A nucleus with a quadrupole moment senses the electric field gradient of the charge around it. The gradient vanishes in surroundings of cubic symmetry and can become large where the charge is spread unevenly. $V_{zz}$ is its largest principal component, and the asymmetry $\eta$ tells how far the other two components differ: it is 0 when they are equal and 1 when one of them is zero. The seven questions below concern the two titanium and three oxygen sites of one Ti₃O₅ crystal.

Ti₃O₅ (Cmcm, 16-atom database cell, fixed atoms) was calculated with Ansatz 0.2.0 using scalar-relativistic r2SCAN, default PAW datasets, plane waves to 500 eV, a 9×9×4 k mesh, 0.05 eV Fermi–Dirac smearing and no spin polarisation. The asymmetry is (Vxx − Vyy)/Vzz, with |Vxx| ≤ |Vyy| ≤ |Vzz|. The couplings eQVzz/h use Q = 0.247 barn for ⁴⁹Ti and −0.02558 barn for ¹⁷O.

```tsv
atom	like atoms	first shell	mean distance (Å)	longest less shortest (Å)	Vzz (1e21 V/m^2)	asymmetry	quadrupole coupling (MHz)	potential at the nucleus less that at the first site of the element (V)
Ti1	2	O6	2.03	0.23	1.19	0.49	7.08	0.00
Ti3	4	O6	2.03	0.32	-0.43	1.00	-2.55	-0.15
O7	2	Ti4	2.08	0.14	-2.01	0.52	1.24	0.00
O9	4	Ti3	1.93	0.06	-1.23	0.68	0.758	-0.14
O13	4	Ti4	2.08	0.27	-0.82	0.78	0.511	-0.11
```

### 1. Which site feels the largest gradient, and does it also have the largest coupling?

The largest gradient is at O7, where the size of $V_{zz}$ is 1.7 times that at Ti1. The largest quadrupole coupling, however, is at Ti1, and it exceeds that of O7 almost sixfold. The coupling $C_q = eQV_{zz}/h$ is a product of two things: the gradient, which belongs to the crystal, and the moment $Q$, which belongs to the nucleus. The moment of ⁴⁹Ti is nearly ten times that of ¹⁷O in size, and this outweighs the smaller gradient. The couplings of different elements therefore need not rank the gradients at their nuclei.

The signs follow from the same product. All three oxygen sites have a negative $V_{zz}$, and the moment of ¹⁷O is negative too, so their couplings come out positive.

### 2. What would change if ⁴⁷Ti were observed in place of ⁴⁹Ti?

The gradient would stay as it is, because the electrons and the neighbouring ions are the same for both isotopes. The moment changes, and so does the spin, but of the two only the moment enters the coupling. With a rough recalled value of 0.30 barn for ⁴⁷Ti, both titanium couplings would grow by about a fifth. Their ratio to each other would not move, since it is a ratio of gradients.

### 3. Is the gradient larger where the bonds are more unequal?

It is natural to think so, and a simple model says how much larger. Treat the neighbours as point charges, each of which contributes a gradient proportional to $1/d^3$ at distance $d$. Two neighbours whose distances differ by a small amount $s$ then leave an imbalance proportional to $3s/d^4$. If the difference between longest and shortest bond is taken for $s$, the model ranks sites of one element that have the same number of neighbours, with no constant to fit.

For the titanium sites the mean distances are equal, so only the spreads matter. The model puts the gradient at Ti3 at $0.32/0.23 \approx 1.4$ times that at Ti1. The calculation gives $0.43/1.19 \approx 0.36$ in size, so even the order is wrong. The two oxygen sites with four neighbours repeat the failure: O13 should have about twice the gradient of O7 and has 0.4 times as much.

### 4. Why does such a plausible rule fail?

The rule counts how unequal the bonds are but ignores where they point. A charge on one side of the nucleus gives the same gradient as an equal charge at the same distance on the opposite side. If one bond grows while the opposite one shrinks, their changes therefore nearly cancel. If both grow, the changes add.

A nucleus between two equal charges on a line makes this plain. Lengthening both bonds by $s$ changes the sum of the $1/d^3$ terms by about $6s/d^4$. Shifting the nucleus by $s/2$ towards one charge makes the two bonds differ by $s$, but the first-order terms cancel and only $3s^2/d^5$ remains. The ratio of the two effects is $s/(2d)$, which for the spread at Ti3 is $0.32/(2 \times 2.03) \approx 0.08$. The picture covers two point charges only; in an octahedron the four side bonds tilt as well and add a term of similar order. Around an oxygen with four neighbours the angles count too. Four equal bonds leave no gradient in a regular tetrahedron, but they generally do when the angles are distorted. A small spread like that of O7 therefore doesn't imply a small gradient.

The electrons of the atom itself are the other part that the rule leaves out. Because of the $1/d^3$ law, a charge at half the distance counts eight times as much. A slightly uneven filling of the titanium 3d or oxygen 2p shell can therefore rival the whole shell of neighbours. An off-centre titanium ion or a d shell that opposes the field of the neighbours could each help to explain the small gradient at Ti3, but neither has been tested here.

For a related site, the first question is thus where the long and short bonds point and at what angles they meet, and the second is whether the atom's own shell is filled unevenly. The bare spread of bond lengths answers neither.

### 5. Do nearly equal bonds at least make the gradient axially symmetric?

O9 shows that they don't. Its three bonds differ by only 0.06 Å, yet its asymmetry is 0.68. Three equal bonds arranged with threefold symmetry would give $\eta = 0$, whether the oxygen lies in the plane of its neighbours or above it. The surroundings of O9 must therefore lack this symmetry despite the similar lengths. Unequal bond angles are the simplest way to lose it, and more distant ions can contribute too.

### 6. Does the gradient really change sign from Ti1 to Ti3?

The fall in size is a clear result of the calculation; the change of sign is not. The three principal components always add up to zero. At Ti3 one of them is almost zero, so the other two must be nearly equal and opposite, at about $+0.43$ and $-0.43 \times 10^{21}$ V/m². By convention the larger one in size is called $V_{zz}$, and here the negative one wins by only 0.2 %. A tiny change in the calculation could reverse the sign of both $V_{zz}$ and the coupling while the charge around the nucleus stayed practically the same.

### 7. How would a spectrum tell the sites apart, and which digits can be trusted?

In a static powder, the satellite lines of a nucleus with spin $I$ span a range of $3|C_q|/(2I)$. For O7, with $I = 5/2$, this is $3 \times 1.24/5 \approx 0.74$ MHz, against 0.45 MHz for O9 and 0.31 MHz for O13. The site counts of 2, 4 and 4 give the relative intensities and help to assign the patterns. The spans thus differ clearly, although the three patterns lie around nearly the same frequency and overlap.

The central line is a poorer guide for oxygen. The quadrupole interaction moves it only in second order, roughly as the square of the coupling, and at 14 T the oxygen sites differ in this shift by little more than 1 ppm. Chemical and Knight shifts add to it and may well be larger. For titanium the same effect is about −120 ppm at Ti1 and −19 ppm at Ti3, so there it matters. The cell matches the high-temperature form of Ti₃O₅, which means that a spectrum of the monoclinic room-temperature form is no direct test.

As for the digits, gradients from this method typically differ from all-electron results by 2 to 3 %, and by more than 10 % at about a tenth of sites. The third figure of a coupling therefore carries no weight: 7.08 MHz should be read as about 7. The order of the oxygen sites is safer. If the errors at O9 and O13 were equal in percent and opposite in direction, they would have to reach about 20 % before the two sites changed places.

That margin covers the numerical method, not the physical state that was calculated. Spin polarisation was switched off, and the bands overlap, so the crystal comes out as a metal. Both the functional and the suppressed spin can close a gap in a titanium oxide that holds d electrons. If these electrons settled on particular titanium sites, the titanium gradients could change strongly, because an uneven d shell lies so close to the nucleus. The metallic state also makes the gradients sensitive to the k mesh, which was not varied.

The atoms were held fixed as well. The largest force, about 0.35 eV/Å, acts on O7, the very site with the largest gradient, so its value would shift on relaxation by an amount that was not tested.

Reduced titanium oxides form conducting paths in some resistive memory cells. In bulk powders of such oxides, gradients of this kind can help to identify the sites of a phase, but they don't show whether it conducts.
